**Q:** I label spectra by oxidation state. If I take the 3d level of an Fe2+ ion from an LDA atom, how far can I trust it?

**A:** The charge label alone does not fix the level, as these spherical spin-polarised LDA runs show.

Fe2+ and Fe3+ ions, computed with Quantum ESPRESSO 7.5 (ld1.x) as spherical all-electron atoms with a point nucleus. The method is spin-polarised, scalar-relativistic Kohn-Sham theory with the LDA-PW92 functional (Slater exchange, Perdew-Wang correlation). Eigenvalues are negative for bound levels.

| species | Z | charge (e) | electrons | configuration | eigenvalue (3d up) (eV) | mean radius (3d up) (bohr) | mean inverse radius (3d up) (1/bohr) | Σ<r²> (bohr²) |
| --- | --- | --- | --- | --- | --- | --- | --- | --- |
| Fe2+ | 26 | 2 | 24 | [Ar] (3d up)5 (3d down)1 | -27.409 | 1.0634 | 1.2505 | 16.28 |
| Fe2+ | 26 | 2 | 24 | [Ar] (3d up)5 (5d up)1 | -40.852 | 0.97996 | 1.3218 | 75.93 |
| Fe2+ | 26 | 2 | 24 | [Ar] (3d up)5 (5f up)1 | -41.899 | 0.97769 | 1.3239 | 124.7 |
| Fe2+ | 26 | 2 | 24 | [Ar] (3d up)5 (6p up)1 | -41.819 | 0.97783 | 1.3234 | 114.5 |
| Fe2+ | 26 | 2 | 24 | [Ar] (3d up)5 (7s up)1 | -42.723 | 0.97716 | 1.3240 | 202.8 |
| Fe2+ | 26 | 2 | 24 | [Ar] (3d up)5 (7p up)1 | -42.923 | 0.97700 | 1.3241 | 242.8 |
| Fe3+ | 26 | 3 | 23 | [Ar] (3d up)5 | -45.371 | 0.97594 | 1.3249 | 13.13 |

The eigenvalue (3d up) is the Kohn-Sham level ε of the five majority-spin 3d electrons, the mean radius and mean inverse radius are <r> and <1/r> of that orbital, and Σ<r²> adds <r²> over all electrons. Six rows carry charge 2, and their 3d level spans 15.5 eV. Only the first row is 3d6, with four unpaired spins. The other five are imposed excited states, an Fe3+ core with one distant up electron, six unpaired spins and an empty 3d down level far below the occupied outer one. The two kinds are different states and have to be read apart.

**Q:** Why do the excited rows look so much like Fe3+?

**A:** A spherical shell of charge produces a constant potential inside itself, and a constant raises all inner levels without reshaping the orbitals. One outer electron with density ρ gives the potential ∫ρ/r₍>₎ dV at radius r, where r₍>₎ is the larger of r and the electron's distance from the nucleus. At the nucleus this equals the <1/r> of the outer orbital, and further out it is smaller. With a frozen core the electrostatic shift of an inner level is therefore at most <1/r>. The table agrees on the shape: in all five excited rows the 3d radius stays within 0.41 % of that of Fe3+.

The model has no fitted constant, so every row tests it. For 7p the same run gives <1/r> = 0.0972 per bohr, and with the hartree as unit of energy:

predicted shift = 0.0972 × 27.211 eV = 2.645 eV

computed shift = −42.923 − (−45.371) = 2.448 eV

The prediction is 8 % above the computed shift. The outer <1/r> puts all five excited rows in the right order, so a more diffuse outer orbital should bring the level still closer to Fe3+. The large Σ<r²> of these rows belongs to the outer electron: its excess over Fe3+ matches a Coulomb orbital of the same mean radius to 1.3 % or better. The analysis printed after this text lists every row.

**Q:** Where does that shell picture fail?

**A:** It overshoots in every row. Relative to the computed shift the excess is 2.7 % for 5f, which hardly enters the core, and 13.7 % for 5d. For 3d6 it breaks down, with 33.0 eV predicted and 18.0 eV found. The radius column gives the warning, since 3d6 is the one row whose 3d orbital swells strongly, and a constant potential moves no orbital. There the sixth electron sits in the same region as the other five, and the spin state changes as well.

**Q:** Is that simply penetration, the added electron spending time inside the 3d shell?

**A:** Not only: the core also responds, and the 1s level shows this part almost alone. The 1s orbital samples the potential next to the nucleus, where almost all of the added charge lies outside. Yet with a 5d electron the 1s level rises by 4.605 eV, close to the 3d shift of 4.519 eV and well short of the shell value of 5.136 eV. The inner lobes of the added orbital screen the nucleus for the 3d electrons, these expand, and their repulsion at the centre falls.

This can be counted, because each core electron contributes its own <1/r> to the potential at the nucleus:

1s shift ≈ <1/r>(added) + Σ nᵢ Δ<1/r>ᵢ,

with nᵢ the occupation of core orbital i and Δ its change from Fe3+. The sum reproduces the 1s shift of the excited rows within 0.03 eV. The largest miss, 0.027 eV for 7s, is more than the 0.014 eV that rounding of the 3d column allows, probably because an s electron puts a little charge inside the 1s shell. In 3d6 the five up electrons remove 10.1 eV and the argon core 4.0 eV, which brings the model within a fifth of an eV of the computed 1s shift.

The agreement is electrostatic accounting among the orbitals of one calculation, so it locates the overshoot for the 1s level without testing the method. For 3d the numbers show just that its shift follows the 1s shift within 0.09 eV in the excited rows and lags by 1.09 eV in 3d6. This likeness does not prove a common cause: a 3d electron feels penetration directly and the expansion of the core less strongly than 1s does, and these runs do not separate the two parts.

**Q:** So the simple picture fails and the calculation is fine?

**A:** The LDA eigenvalue, read as a binding energy, has a fault of its own, and the 5f electron exposes it without any experiment. An electron outside a spherical core of net charge 3 feels an attraction at least as strong as −3/r everywhere, because penetration, exchange with parallel spins and core polarisation all add binding. Its binding must then be at least hydrogenic, 3² × 27.211 eV/(2 × 5²) = 4.898 eV. The LDA level binds by only 4.396 eV, which corresponds to a negative quantum defect.

The orbital itself is more compact than the hydrogenic one, 9.90 against 10.50 bohr. In a Coulomb field a tighter orbital lies deeper, so the radius sharpens the contradiction. The compactness is not itself the fault, since extra attraction to the core also draws the orbital in. The recognisable sign is a level shallower than the bound. The s, p and d outer levels pass the bound, but penetration deepens them so much that the bound is a weak test. Spin-orbit coupling is left out of these runs, but for so diffuse an f orbital it is far smaller than this gap.

**Q:** What causes it?

**A:** The standard explanation is self-interaction, which theory argues and which a table with one functional doesn't test. The Hartree term lets an electron with occupation f repel itself with an energy U f². Local exchange offsets this with −X f^(4/3) where the electron is alone in space. By Janak's theorem the eigenvalue is dE/df, so at f = 1 it contains 2U − (4/3)X. If the two energies nearly cancel, U ≈ X, a repulsion of (2/3)X survives in the level, while the total energy keeps only the small remainder U − X. A total-energy difference should therefore suffer much less, though the table holds none to show it.

Taking X as the change of exchange-correlation energy from Fe3+ gives about 1 eV for 5f, against the 0.50 eV violation of the bound, which is a lower limit on the error. That change also contains correlation, exchange with the core and relaxation, so only the order of magnitude is checked. Spreading one electron evenly over all orientations lowers its peak density and so its local exchange, and part of the residue belongs to this spherical average. The residue scales with U, and U goes as the inverse size of the orbital, so a compact 3d orbital should suffer far more.

**Q:** Does the 3d level show that?

**A:** It does, through the 3d down level of the same runs. That level lies at −40.05 eV when empty in Fe3+ and at −23.68 eV when filled in 3d6, a rise of 16.36 eV. The up electrons rise by 17.96 eV in the same step, and they are repelled by a different electron. The down level rises nearly as much in the field of the very electron that occupies it. For the exact functional the energy is linear between whole electron numbers, and the highest level would stay fixed while it fills.

Integrating dE/df from empty to filled gives the energy difference of the two ions, and the mean of the end points approximates it as 31.9 eV. A rough recalled ionisation energy of Fe2+ is 31 eV, close to that mean, while the filled eigenvalue is about 8 eV shallower than the mean. In Fe3+ the 3d up binding falls about 10 eV short of a rough recalled value. The spherical average does not resolve terms, so these comparisons are good for scale only.

**Q:** What should I do with such numbers?

**A:** Read the configuration before the charge, and check the 3d radius: if it has moved by well under one per cent, <1/r> of the added electron is an upper estimate of the shift, and if it has swollen, the frozen picture is void. For the energy to remove a 3d electron, use a total-energy difference or the mean of the filled and empty level, not the filled LDA eigenvalue alone.

Numerical output:

```
Spread of 3d up level: all Fe2+ rows 15.51 eV, 3d5 nl rows 2.07 eV
A. Shifts from Fe3+ against <1/r> of the added electron (eV)
added   <1/r>  3d shift  excess  excess/shift %  3d radius change %
3d6   33.010   17.962  15.048     83.8         8.96
5d     5.136    4.519   0.617     13.7         0.41
5f     3.567    3.472   0.095      2.7         0.18
6p     3.912    3.552   0.360     10.1         0.19
7s     2.869    2.648   0.221      8.3         0.13
7p     2.645    2.448   0.197      8.0         0.11
5f minus 6p: 3d level -0.080 eV, 3d radius -0.00014 bohr
B. 1s up shift against <1/r> plus change of core <1/r> (eV)
added 1s shift  3d5 term  [Ar] term   model  model-1s  1s-3d shift
3d6    19.052  -10.123    -4.024   18.864   -0.188    1.090
5d      4.605   -0.422    -0.106    4.609    0.004    0.086
5f      3.458   -0.136     0.035    3.466    0.008   -0.014
6p      3.637   -0.204    -0.061    3.647    0.010    0.085
7s      2.690   -0.122    -0.029    2.717    0.027    0.042
7p      2.495   -0.109    -0.033    2.503    0.008    0.047
Rounding of the 3d <1/r> column affects the 3d5 term by up to 0.014 eV
C. Outer electron against a Coulomb field of core charge 3 (eV)
outer binding  hydrogenic  defect  from <r>  shortfall  (2/3)|xc change|
5d     6.323     4.898     0.599    7.246    0.923     1.534
5f     4.396     4.898    -0.278    5.147    0.750     0.984
6p     5.551     3.401     1.303    6.205    0.654     1.208
7s     4.219     2.499     1.613    4.687    0.467     0.873
7p     3.757     2.499     1.291    4.167    0.410     0.806
5f: binding below the hydrogenic bound by 0.502 eV (10.2 %)
5f: <r> 9.90 bohr, hydrogenic 10.50 bohr; charge-2 hydrogenic binding 2.18 eV
D. Sum of <r^2> above Fe3+ against Coulomb <r^2> with n* from <r> (bohr^2)
5d   table   62.8  model   63.4  error   0.9 %
5f   table  111.6  model  111.0  error  -0.5 %
6p   table  101.4  model  102.7  error   1.3 %
7s   table  189.7  model  191.1  error   0.7 %
7p   table  229.7  model  231.7  error   0.9 %
3d6  table 3.15, own <r>^2 of 3d down only 1.24
E. 3d down level, empty in Fe3+ and filled in 3d6 (eV)
empty -40.05, filled -23.68, change 16.36, mean binding 31.86
filled level shallower than the mean by 8.18; rough recalled ionisation energy 31
Fe3+ 3d up binding 45.37; rough recalled ionisation energy 55; short by about 10
3d splitting: 3d6 3.73, 3d5 nl 5.33 to 5.34, Fe3+ 5.32 eV
per unpaired 3d electron: 3d6 0.93, Fe3+ 1.06 eV
```
